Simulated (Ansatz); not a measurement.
## C: correlation at top cutoff against volume per atom

RPA correlation energy a cell on Kohn-Sham orbitals, extrapolated from a short ladder of response cutoffs, so that it still moves with the top cutoff, by eV on d, semicore and core shells, all electrons in the bands correlated, with its value at the highest cutoff run. The results are calculated, by Ansatz 0.2.0-dev trial.

Cell of the first row (space group Fd-3m, No. 227):
```
C
1.0
      0.0000     1.7346     1.7346
      1.7346     0.0000     1.7346
      1.7346     1.7346     0.0000
C
2
Direct
  0.00000 0.00000 0.00000
  0.25000 0.25000 0.25000
```

Settings of every row: orbitals functional PBE; datasets norm_conserving; wave cutoff 1116 eV; k mesh 3x3x3; correlated electrons 8; response cutoff 280 eV; long wavelength term neglected; core valence term semilocal.

Limits: coarse mesh, values belong to these settings and can lie far from the converged crystal; core-valence exchange is approximate on these files.

```csv
row,volume per atom (Å³),correlation at top cutoff (eV),RPA correlation (eV)
1,5.219,-13.3997,-14.1422
2,5.446,?,?
3,5.673,-13.4997,-14.1931
4,5.9,-13.5406,-14.2247
5,6.127,-13.5939,-14.259
```

Question: what correlation at top cutoff should row 2 give?

Worked fit of correlation at top cutoff. Take t = volume per atom − 5.7, in Å³. The shown rows have t = -0.481, -0.027, 0.2, 0.427. Their means are 0.02975 and -13.5085 eV; the sums about the means are S_tt = 0.4509 and S_ty = -0.09546, whose ratio is the slope. Least squares give correlation at top cutoff = −13.50218 − 0.21172 × t eV. The rows lie off it by 0.0006, -0.0032, 0.0039, -0.0013 (root mean square 0.0026 eV). The withheld row has t = -0.254, so the fit gives −13.50218 − 0.21172 × (-0.254) = -13.4484 eV.

The calculation gave -13.4464 eV. The fit lies 0.0020 eV (1 % of the column's range) below it; its largest miss of a shown row is 0.0039 eV.

The other values of row 2: RPA correlation -14.1693 eV.
